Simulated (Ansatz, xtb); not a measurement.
**C3H7F3N2Si: which of two isomers lies lower**

We compare I, `N[Si@@H]1C[C@H](C(F)(F)F)N1`, a singlet, with II, `FC(F)(F)[C@@H]1CN[SiH2]N1`, a singlet. Both are isolated molecules in the gas phase, relaxed with r2SCAN-D4/def2-SVP, each in the lowest conformer that the search found.

Quicker runs give these differences E(II) − E(I): GFN2-xTB −0.797 eV; HF/STO-3G −0.330 eV (at GFN2-xTB geometries); r2SCAN-D4/def2-SVP//GFN2-xTB +0.270 eV.

**Question.** Estimate which is lower in electronic energy at CCSD(T)/def2-SVP + ΔMP2/def2-TZVPP, and by roughly how much.

**Answer.** The CCSD(T)/def2-SVP + ΔMP2/def2-TZVPP calculation puts structure I lower, by 0.337 eV.

How the difference moves with the method:

```tsv
level	geometry	E(II) − E(I) (eV)	departure from the last row (eV)	job, with rough time for the two
GFN2-xTB	GFN2-xTB	−0.797	−1.133	optimisation, 0.4 s
HF/STO-3G	GFN2-xTB	−0.330	−0.667	single point, 0.58 s
r2SCAN-D4/def2-SVP//GFN2-xTB	GFN2-xTB	+0.270	−0.067	single point, 6.2 s
r2SCAN-D4/def2-SVP	r2SCAN-D4/def2-SVP	+0.231	−0.106	optimisation, 64 s
HF/def2-SVP	r2SCAN-D4/def2-SVP	+0.107	−0.229	part of the CCSD(T) run
MP2/def2-SVP	r2SCAN-D4/def2-SVP	+0.196	−0.141	part of the CCSD(T) run
CCSD(T)/def2-SVP	r2SCAN-D4/def2-SVP	+0.139	−0.197	single point
CCSD(T)/def2-SVP + ΔMP2/def2-TZVPP	r2SCAN-D4/def2-SVP	+0.337		single point, 4.1 min
```

As drawn, II has 1 C–N, 1 Si–H in place of 1 C–Si, 1 N–H. Structure I has a 4-membered ring, II a 5-membered ring.

GFN2-xTB, HF/STO-3G put the two in the other order. The largest departure from CCSD(T)/def2-SVP + ΔMP2/def2-TZVPP is that of GFN2-xTB, 1.133 eV. The last row adds to CCSD(T) the change of the MP2 difference between the two basis sets, here +0.197 eV, a large step that makes the value less sure.

With thermal terms from frequencies at re-optimised GFN2-xTB minima (ideal gas, soft modes damped towards free rotors, one conformer each, 298.15 K, 1 atm): the zero-point term adds −0.006 eV; ΔH is +0.305 and ΔG +0.358 eV.

The correlated steps freeze 13 core orbitals. Programs: Ansatz 0.2.0, xtb 6.7.1; the last row on 4 threads of Arm Neoverse V1 on a shared host.

Structure I lies lower despite its four-membered ring, so ring strain does not decide the order. Both isomers keep two Si–N bonds. What separates them is that I has a Si–C and an N–H bond where II has a C–N and a Si–H bond. The strong, polar N–H bond makes I's set the stronger one, and this probably outweighs the strain relieved in the five-membered ring of II. The modest net difference is thus what remains of two larger, opposing contributions.

Every def2 calculation gives this order, Hartree–Fock included, so the preference does not depend on electron correlation. The reversal with HF/STO-3G probably reflects a minimal basis too rigid to describe polar bonds and strained silicon. Thermal terms leave the order unchanged, and entropy slightly favours I, as expected for a smaller ring carrying a rotatable amino group. The energies concern relative stability only, and say nothing about the barrier to ring expansion or I's resistance to ring-opening.
